The table gives the energies of the core electrons of solid CdTe, in eV relative to the top of the valence band. In a label such as 2p3/2, the fraction is the total angular momentum j, made up of the electron's orbital motion and its spin. Cadmium has nuclear charge Z = 48, tellurium Z = 52. The word "sodium" in the line above the table names the release of the program exciting, not an element in the crystal.

Kohn–Sham core levels of CdTe (space group F-43m), computed with exciting sodium using the PBE functional and the all-electron LAPW+lo method on a 7 × 7 × 7 k-mesh. Spin-orbit coupling is off. Energies are given relative to the top of the valence band.

| row | core level (eV) | core element | core shell |
| --- | --- | --- | --- |
| 1 | -26506.4 | Cd | 1s1/2 |
| 2 | -3931.2 | Cd | 2s1/2 |
| 3 | -3659.4 | Cd | 2p1/2 |
| 4 | -3466.9 | Cd | 2p3/2 |
| 5 | -729.8 | Cd | 3s1/2 |
| 6 | -620.9 | Cd | 3p1/2 |
| 7 | -586.6 | Cd | 3p3/2 |
| 8 | -393.9 | Cd | 3d3/2 |
| 9 | -386.9 | Cd | 3d5/2 |
| 10 | -102.2 | Cd | 4s1/2 |
| 11 | -31601.5 | Te | 1s1/2 |
| 12 | -4839.9 | Te | 2s1/2 |
| 13 | -4534.1 | Te | 2p1/2 |
| 14 | -4259.6 | Te | 2p3/2 |
| 15 | -958.8 | Te | 3s1/2 |
| 16 | -833.1 | Te | 3p1/2 |
| 17 | -781.9 | Te | 3p3/2 |
| 18 | -560.3 | Te | 3d3/2 |
| 19 | -549.6 | Te | 3d5/2 |
| 20 | -158.7 | Te | 4s1/2 |
| 21 | -115.5 | Te | 4p1/2 |
| 22 | -105.8 | Te | 4p3/2 |

**(a) Which element holds its core electrons more tightly, and in which shell is the relative contrast greatest?**

Tellurium does, in every level that the two elements share. The ratio of the depths, Te to Cd, grows from 1.19 for 1s to 1.55 for 4s.

The four extra protons of tellurium pull on every electron, while its four extra electrons sit far out in the 5p shell and offset only part of the gain in depth. A 1s electron feels nearly the whole nucleus, so four protons are a small addition to 48. A 4s electron has 28 electrons in the shells beneath it and feels a net charge nearer 20. The same four protons are then a much larger share of what binds it.

**(b) Why does 2s lie below 2p1/2?**

In an ion with a single electron these two levels very nearly coincide, even when relativity is included. The step of 272 eV between them in cadmium must therefore come from the other electrons. A 2s electron spends more time close to the nucleus, inside the 1s cloud, where less of the nuclear charge is hidden from it. A 2p electron is kept away from the nucleus by its orbital motion and is screened more. The step from 2s to 2p1/2 is thus a measure of screening.

**(c) The line above the table says that spin-orbit coupling is off. Why are the p and d levels split in two?**

That setting concerns the valence electrons. The core electrons are computed with the Dirac equation, which contains spin-orbit coupling from the start. An electron moving through the electric field of the nucleus feels a magnetic field, and its energy depends on how its spin points relative to its orbit. The step from 2p1/2 to 2p3/2 is therefore a measure of spin-orbit coupling.

**(d) Estimate the 2p splitting of cadmium from the nuclear charge alone. How much of it do the other electrons remove?**

Take one electron around a point nucleus. With the fine-structure constant α ≈ 1/137 and the electron's rest energy mc² ≈ 511 keV, both entered with more digits, the Dirac equation gives the depths

2p1/2: mc² [1 − √((1 + √(1 − (Zα)²))/2)] = 8158 eV

2p3/2: mc² [1 − √(1 − (Zα/2)²)] = 7898 eV

The splitting is 8158 − 7898 = 260 eV. The table has 192.5 eV, so the other electrons remove about a quarter of the splitting and 74% survives. Of the depth of 2p1/2, only 45% survives.

The difference lies in where each quantity is made. Electrons farther out surround the 2p electron like a charged shell. Such a shell raises the electron's potential energy by the same amount everywhere inside it, which makes the level shallower, but it produces no field there. Spin-orbit coupling depends on the field, chiefly close to the nucleus, and only charge lying further in can weaken it.

Every doublet in the table keeps a larger share of its splitting than of its depth. The bare-ion estimate nevertheless worsens in the third shell, because more electrons then lie further in: for cadmium 3p, 44% of the splitting is left. For 3d it is only 29%, since a d electron is kept out of the region close to the nucleus, where the field is least screened.

**(e) Go from cadmium to tellurium. Which grows faster, the screening step or the spin-orbit splitting?**

The splitting does. In the second shell it grows by a factor of 1.43, the step from 2s to 2p1/2 only by 1.13.

A higher nuclear charge shrinks the inner orbitals roughly in proportion to 1/Z. The repulsion between electrons varies as one over their distance and so rises roughly as Z. Spin-orbit coupling varies as Z divided by the cube of the distance to the nucleus, and so rises roughly as Z⁴. For these two elements the simple powers give 52/48 = 1.08 and (52/48)⁴ = 1.38. Both fall somewhat short, but they put the two effects in the right order. In a heavier neighbour, the doublets should again widen faster than the s–p steps.

**(f) Which digits can be trusted?**

The decimal of a single level means little, because it depends on the zero. Counting from the Fermi energy of this run instead of the valence top would deepen every level by 0.46 eV. Spin-orbit coupling, left out for the valence electrons, would raise the valence top and so deepen every level counted from it. A larger error, which this table cannot size, arises if the levels are read as binding energies. The table holds orbital energies for a filled core, whereas a level sinks while its electron is being removed, so the energy needed to remove it is larger.

The two partners of a doublet share most of this error, and it largely cancels in their difference. The 3d splitting of cadmium, 7.0 eV, should therefore be off by fewer electronvolts than either level that defines it. Telling the elements apart is safe as well, since their 3d5/2 levels differ by 549.6 − 386.9 = 162.7 eV and both err in the same direction.
